## Appendix: Limits and scaling of the Poincaré–Lindstedt frequency shift

### Dimensionless groups

A mass $m$ in the potential $V=m(\omega_0^2x^2/2+\alpha x^3/3+\beta x^4/4)$ obeys
$$\ddot x+\omega_0^2x+\alpha x^2+\beta x^3=0 .$$
Here $a$ is the coefficient of $\cos\omega t$ in the Fourier series of $x(t)$, not the turning point $A$. The equation holds two lengths, $\ell_2=\omega_0^2/|\alpha|$ and $\ell_3=\omega_0/|\beta|^{1/2}$. Hence $\delta=\omega/\omega_0-1$ depends only on $p=\alpha a/\omega_0^2$ and $q=\beta a^2/\omega_0^2$. The ratio $\kappa=p^2/q=\alpha^2/(\beta\omega_0^2)$ is a property of the potential alone.

### Small amplitude

Set $x=a\xi$, $\theta=\omega t$, count $q\sim p^2$, and expand $\xi=\cos\theta+\xi_1+\xi_2+\dots$, $\delta=\delta_1+\delta_2+\dots$, with no $\cos\theta$ in the $\xi_n$. Primes denote $d/d\theta$. First order reads $\xi_1''+\xi_1=2\delta_1\cos\theta-p\cos^2\theta$. A $\cos\theta$ source would drive secular growth, so $\delta_1=0$ and $\xi_1=-p/2+(p/6)\cos2\theta$. Second order reads
$$\xi_2''+\xi_2=2\delta_2\cos\theta-2p\,\xi_1\cos\theta-q\cos^3\theta .$$
Its $\cos\theta$ source is $2\delta_2+5p^2/6-3q/4$, which must vanish, and $\xi_2=(p^2/48+q/32)\cos3\theta$. Therefore
$$\omega=\omega_0+\Big[\frac{3\beta}{8\omega_0}-\frac{5\alpha^2}{12\omega_0^3}\Big]a^2+O(a^4),\qquad \langle x\rangle=-\frac{\alpha a^2}{2\omega_0^2}+O(a^4).$$
Odd powers are absent because $a\to-a$ merely shifts $\theta$ by $\pi$. In terms of the turning point at $\theta=0$, $A=a(1-p/3+\dots)$, an $A^3$ term appears in $\omega$.

Third order gives $\xi_3$ the constant $-19p^3/72+5pq/8$ and the $\cos2\theta$ coefficient $59p^3/432-31pq/96$. The fourth-order secular condition then yields
$$\delta_4=-\frac{15}{256}q^2+\frac{173}{192}p^2q-\frac{485}{1728}p^4 .$$

### Regimes in $\kappa$

For $\beta>0$, $\delta_2=q(3/8-5\kappa/12)$.

- $\kappa<9/10$: hardening. The cubic term lowers the quartic shift by the fraction $10\kappa/9$.
- $\kappa=9/10$: $\delta_2$ vanishes and $\delta=21q^2/40$ at leading order.
- $9/10<\kappa<4$: a single well that softens first and hardens at large amplitude.
- $\kappa>4$: $\omega_0^2+\alpha x+\beta x^2$ has real roots, so a barrier and a second well appear. As $\beta\to0$ the barrier lies at $x=-\omega_0^2/\alpha$ with height $m\omega_0^2\ell_2^2/6$, and $\delta_2\to-5p^2/12$ for either sign of $\alpha$.

A Morse bond $D(1-e^{-bx})^2$, a common model of the Si–H stretch on passivated silicon, has $\alpha=-3b\omega_0^2/2$ and $\beta=7b^2\omega_0^2/6$. Then $\kappa=27/14$ and $\delta_2=-b^2a^2/2=-E/2D$, the first term of the exact $\sqrt{1-E/D}-1$ at energy $E$.

### Large amplitude, $\alpha=0$

With $y=\beta A^2/\omega_0^2$, energy conservation gives
$$\frac{\omega}{\omega_0}=\frac{\pi\sqrt{1+y}}{2K(\mu)},\qquad \mu=\frac{y}{2(1+y)},$$
where $K(\mu)=\int_0^{\pi/2}(1-\mu\sin^2\phi)^{-1/2}d\phi$ and $\mathcal E(\mu)$ is the same integral with exponent $+1/2$.

- Small $y$: $\delta=3y/8-21y^2/256$, consistent with $\delta_4$ through $A=a(1+q/32)$.
- Large $y$, also the flat-cage limit $\omega_0\to0$: $\omega\simeq0.8472\sqrt\beta A\,(1+0.7285/y)$, with coefficients $\pi/2K(\tfrac12)$ and $\mathcal E(\tfrac12)/K(\tfrac12)$.
- The asymptotes $\omega_0$ and $0.8472\sqrt\beta A$ cross at $y=1.39$. At $y=1$ the exact $\omega/\omega_0$ is $1.318$, against $1.375$ and $1.293$ from one and two correction terms.
- $\beta<0$: as $y\to-1$ the orbit reaches the barrier and $\omega/\omega_0\simeq\pi/\{\sqrt2\ln[8/(1+y)]\}$. This singularity limits the series to $|y|<1$.

### Temperature

Quantum perturbation theory gives the $n\to n+1$ spacing as $\hbar\omega$ with $a^2=2\hbar(n+1)/m\omega_0$ at this order. The absorption weights $(n+1)(P_n-P_{n+1})$, with Boltzmann populations $P_n$, replace $n+1$ by $\coth(\Theta/2T)$, where $\Theta=\hbar\omega_0/k_B$. The line centroid is thus
$$\bar\delta=\Big(\frac32-\frac{5\kappa}{3}\Big)\frac{\beta u^2}{\omega_0^2},\qquad u^2=\frac{\hbar}{2m\omega_0}\coth\frac{\Theta}{2T}.$$
The effective $a^2$ is $4u^2$, twice the thermal mean $2u^2$ that fixes $\langle x\rangle=-\alpha u^2/\omega_0^2$. For $T\ll\Theta$, $u^2$ is the zero-point value times $1+2e^{-\Theta/T}$. For $T\gg\Theta$ it is $k_BT/m\omega_0^2$ times $1+\Theta^2/12T^2$. The two leading forms cross at $T=\Theta/2$.

For the next order take $\alpha=0$, $\beta>0$ and the fundamental line of the classical power spectrum of $x(t)$. With $e=2E\beta/m\omega_0^4=y+y^2/2$, one has $\delta=3e/8-69e^2/256$ and $q=e-9e^2/16$. Orbits carry the weight $q\,\exp(-e/t)\,de/\omega$, where $t=2k_BT\beta/m\omega_0^4$, and so
$$\bar\delta=\frac34t-\frac{297}{128}t^2+\dots$$
This series is only asymptotic. Its second term is a tenth of the first at $t=0.032$.

### Ba in the large cage of a type-I Ge clathrate

The cage is taken as rigid and the motion as one-dimensional. In an ideal Ba$_8$Ga$_{16}$Ge$_{30}$ framework the large-cage centre has symmetry $\bar42m$. Its twofold rotations make $V$ even along the $\bar4$ axis and along any line normal to it, so $\alpha=0$ there. A finite $\alpha$ needs an asymmetric cage, as from Ga/Ge disorder or vacancies.

The inputs are $m=137.33$ u, a typical rattling frequency $\omega_0/2\pi\approx1.0$ THz, and an illustrative $\ell_3=100$ pm with $\beta>0$. They give $m\omega_0^2=9.0$ N/m, $\beta=3.9\times10^{45}$ m$^{-2}$s$^{-2}$ and $\Theta=48$ K.

| $T$ (K) | $u$ (pm) | $3u^2/2\ell_3^2$ | $-297t^2/128$ |
|---|---|---|---|
| 0 | 6.1 | 0.0055 | not classical |
| 100 | 12.5 | 0.023 | $-0.002$ |
| 300 | 21.5 | 0.069 | $-0.020$ |

The quantum crossover lies at 24 K, and the first-order shift holds to a tenth up to about 105 K. At 300 K, $t=0.092$, and integrating the exact orbits with the same weight gives $\bar\delta=0.056$, between the first- and second-order sums. The pure quartic regime, $t\gtrsim1$, would need $3.3\times10^3$ K and is out of reach of the solid. A cubic term with $\ell_2=\ell_3\sqrt{10/9}=105$ pm would cancel the first-order shift and displace Ba by about 4 pm at 300 K.

Two neglected effects rival the second-order term. An isotropic in-plane quartic $m\beta(x^2+w^2)^2/4$, with $w$ the second in-plane coordinate, has curvature $m\beta(3x^2+w^2)$ along $x$. It multiplies the first-order shift by $4/3$ and adds $0.023$ at 300 K. Thermal expansion contributes $-3\gamma\alpha_LT=-0.018$ for an illustrative mode Grüneisen parameter $\gamma=2$ and a constant linear coefficient $\alpha_L=1\times10^{-5}$ K$^{-1}$.

The one-dimensional model's hardening between 0 and 300 K is about $0.05$. The length $\ell_3$ was chosen to reproduce the typical behaviour of this rattling mode, a rise of several per cent on warming to room temperature, so the number belongs to the model and is no prediction for the material.